## Two energy scales

An electron confined to a hard sphere of radius $R$ has levels $\varepsilon_{nl}=x_{nl}^2/2R^2$, where $x_{nl}$ is a zero of the spherical Bessel function $j_l$, while the repulsion of two electrons scales as $1/R$. At $R=1.39$ bohr* the gaps between the lowest levels run from 1.6 to 3.4 hartree* and $1/R$ is 0.72 hartree* (the star marks effective atomic units). Confinement therefore sets the starting order 1s, 1p, 1d, 2s, 1f, where 1p, 1d and 1f are the lowest levels of their $l$. Counting $2(2l+1)$ electrons per shell gives closures at $N=2$, 8, 18 and 20.

The chemical potential $\mu(N)=E(N)-E(N-1)$ is the cost of the $N$-th electron, and the addition energy $\Delta(N)=\mu(N+1)-\mu(N)$ is how much more the next one costs. Kinetic, Hartree and exchange energies add in $E$, so their second differences add in $\Delta$. The r2SCAN results follow; the up or down label of the highest level carries no meaning for a closed shell.

Spin-polarised Kohn-Sham calculations (radks 2 with Libxc, r2SCAN) for electrons in a hard-walled sphere of radius 1.39 bohr* with no central charge, in effective atomic units. Shells are m-averaged and filled by a greedy search that can miss a lower state; levels are numbered by radial order. The chemical potential is E(N)-E(N-1) and the addition energy E(N+1)+E(N-1)-2E(N).

```tsv
electrons	chemical potential (hartree*)	unpaired electrons	rms radius (bohr*)	highest eigenvalue (hartree*)	highest level	addition energy (hartree*)
1	2.549	1	0.7403	2.972	1s up	n/a
2	3.775	0	0.7541	4.201	1s up	3.465
3	7.239	1	0.7985	7.665	1p up	0.8770
4	8.116	2	0.8216	8.577	1p up	0.9298
5	9.046	3	0.8367	9.518	1p up	1.352
6	10.40	2	0.8484	10.82	1p down	0.8605
7	11.26	1	0.8577	11.71	1p down	0.9079
8	12.17	0	0.8653	12.63	1p up	4.052
9	16.22	1	0.8779	16.65	1d up	0.8720
10	17.09	2	0.8882	17.53	1d up	0.8851
11	17.98	3	0.8968	18.42	1d up	0.8939
12	18.87	4	0.9042	19.32	1d up	0.8994
13	19.77	5	0.9107	20.22	1d up	1.284
14	21.05	4	0.9166	21.48	1d down	0.8586
15	21.91	3	0.9219	22.34	1d down	0.8721
16	22.78	2	0.9266	23.22	1d down	0.8817
17	23.66	1	0.9310	24.11	1d down	0.8880
18	24.55	0	0.9350	25.00	1d up	4.008
19	28.56	1	0.9304	29.07	2s up	1.409
20	29.97	0	0.9259	30.46	2s down	1.078
21	31.05	1	0.9314	31.47	1f up	0.7943
22	31.84	4	0.9454	32.25	1f up	0.8404
23	32.68	5	0.9497	33.12	1f up	0.8694
24	33.55	6	0.9536	33.99	1f up	0.8713
25	34.42	7	0.9573	34.86	1f up	0.8727
26	35.30	8	0.9608	35.73	1f up	1.246
27	36.54	7	0.9641	36.96	1f down	0.8473
28	37.39	6	0.9673	37.81	1f down	n/a
```

## The plateau is a charging energy

Inside a spin half-shell the next electron enters the same level as the last, so only repulsion remains in $\Delta$. The mean over the sixteen such rows, the only fitted number here, is $U=0.880$ hartree*, and all sixteen lie between 0.847 and 0.930. A charge spread evenly through a sphere has energy $3N^2/5R$ and second difference $6/5R=0.863$ hartree*, which gives the right size. The constant-interaction model, $\Delta=\text{level gap}+U$, extends this to all rows. It overshoots $N=2$ and 8 by 0.09 and 0.20 hartree*, misses the half-filling peaks at $N=5$, 13, 19 and 26 by 0.37 to 0.53, and fails badly at $N=18$, 20, 21 and 22.

The same curvature appears in the highest eigenvalue, which lies 0.41 to 0.51 hartree* above the chemical potential in every row. By Janak's theorem $\mu$ is, where the other occupations stay fixed, the eigenvalue averaged while the last electron is added, so an eigenvalue that climbs by about $U$ ends about $U/2=0.44$ above it. For one electron that climb is pure self-interaction: the exact level is 2.554 hartree*, $\mu$ is 2.549, and the eigenvalue is too high by 0.42. The eigenvalues are thus poor removal energies here.

## Repulsion depends on where the orbital sits

A model with no fitted constant keeps the Bessel orbitals frozen and evaluates

$$E=\sum_a n_a\varepsilon_a+\tfrac12\sum_{a,b}n_an_bF^0_{ab}+E_x ,$$

where $n_a$ is the occupation of shell $a$ and $F^0_{ab}$ the Coulomb integral of two spherical orbital densities. Exchange $E_x$ is taken either in the local spin-density form or from averaged Slater integrals between same-spin pairs. The model borrows the box and the occupations from the calculation, so the heights of the additions test it, not the positions of the peaks.

The Hartree potential of the electrons already present is highest at the centre and falls towards the wall. A shell that lies farther out than its predecessor is therefore cheaper than a constant $U$ implies, and at $N=8$ the table exceeds the 1p–1d gap by only 0.68 hartree*. The 2s orbital is the exception, because it has an inner lobe: its frozen $\langle r^2\rangle$ is 0.62 bohr*², against 0.85 for 1d and 0.94 for 1f. Eighteen electrons push it up relative to both neighbours.

The row $N=18$, which entered no fit, shows the size of this. The bare 1d–2s gap, the Hartree part and the local exchange part give $1.620+2.456-0.015=4.061$ hartree*, 1.3% above the 4.008 of the table. Repulsion is thus the larger part of this addition energy. Of its height above the plateau, 3.13 hartree*, the bare gap and the displacement of 2s supply about half each.

What widens the gap below 2s narrows the gap above it. At $N=20$ the Hartree part is $-1.40$ hartree* and cancels more than half of the 2.42 gap to 1f, leaving 1.005 against 1.078 in the table. The table and the bare levels together locate the effect in 2s, since $\Delta(18)+\Delta(19)+\Delta(20)=\mu(21)-\mu(18)$ steps from 1d to 1f without depending on where 2s lies.

That sum is 6.495 hartree*, and removing the bare 1d–1f gap leaves $(6.495-4.041)/3=0.82$ per electron, close to $U$ again. The numbers show that 2s is displaced. That the central Hartree maximum displaces it is the argued cause, and the frozen model supports it by reproducing all four closures within 0.1 hartree* with local exchange.

## The small peaks

Let $K$ be the mean amount by which the repulsion of two same-spin electrons of a shell falls below $F^0$, through exchange and because they occupy different orbitals. The last spin-up electron repels $2l$ partners at $F^0-K$ each, and the first spin-down electron repels $2l+1$ partners at the full $F^0$. Hence $\Delta=F^0-K$ on the plateau and $\Delta=F^0+2lK$ at half filling, which is Hund's first rule read as an energy step. For frozen 1p, $K=1.097-0.967=0.13$ hartree*, so the peak is predicted at 1.36 and the table has 1.352 at $N=5$. The peaks at $N=13$ and 26 have the same origin, the second with an open 2s alongside, but averaged pair exchange overshoots them, with 1.339 and 1.362 hartree* against 1.284 and 1.246 in the table. Local exchange comes closer, at 1.279 and 1.242.

The peak at $N=19$ is different, because an s shell has no same-spin pair and the exchange part vanishes in both forms of the model. In the model it is simply the repulsion between two electrons in the compact 2s orbital, 1.356 hartree* against 1.409 in the table.

## The change of configuration at N = 22

Rows 22 to 28 belong to another state than rows 20 and 21. The unpaired electrons jump from 1 to 4, and $N$ times the squared rms radius rises by 1.45 bohr*², where a 1f electron brings 1.08 and a 2s electron 0.70. Two 1f electrons gained and one 2s lost fit this, so 2s² 1f¹ becomes 2s¹ 1f³. The spin count keeps the 2s hole up to $N=26$. At $N=27$ and 28 a filled 2s shell would give the same spin, but $N$ times the squared radius still rises by about as much as a 1f electron brings, so the hole stays. Theory gives two reasons that add: 2s keeps rising as charge accumulates, and each further 1f electron, up to half filling, increases the exchange gained by parallel spins.

The two low additions measure the crossing if both configurations are assumed to share the 1f plateau of 0.87 hartree*. Then $\Delta(21)=0.794$ puts the hole state about 0.08 below the filled-2s state at $N=22$. Likewise $\Delta(22)=0.840$ puts it about 0.03 above at $N=21$. On this assumption the dip at $N=21$ is the energy saved by rearranging.

The frozen model places the crossing earlier, with the two states level at $N=20$ and the hole state lower by 0.09 to 0.10 hartree* at $N=21$. Together with its general overshoot on the plateau, this makes $N=22$ its worst row, too high by 0.16 to 0.18. These differences are of the size of the model's own error, and the filling is a greedy search, so whether rows 20 to 28 are the lowest states remains untested.

## Where the frozen picture falls short

On every plateau row the frozen model is too high, by 0.03 to 0.11 hartree*. Real orbitals swell, as the 1.08 bohr*² per 1f electron against the frozen 0.94 shows, and swelling and correlation should both lower the repulsion; their shares are not separated here.

The plateau also creeps upward within each spin half-shell, from 0.872 to 0.899 hartree* in spin-up 1d. Local exchange reproduces the creep, since the curvature of $\rho^{4/3}$ weakens as the density $\rho$ grows, and averaged pair exchange is flat. The creep is therefore probably a feature of a density functional acting on m-averaged shells. That averaging forbids deformation, so smooth plateaus say nothing about orbital ordering in open shells.

## A neighbouring dot

Gaps scale as $1/R^2$ and the displacement of 2s as roughly $N/R$. In a smaller dot the bare order should prevail and $N=20$ should become a strong closure, while in a larger one 2s should cross 1f sooner and the closure should vanish. A small positive central charge works the other way, since it lowers most the orbitals with weight at the centre, which would shrink the peak at 18 and raise the addition energy at 20.
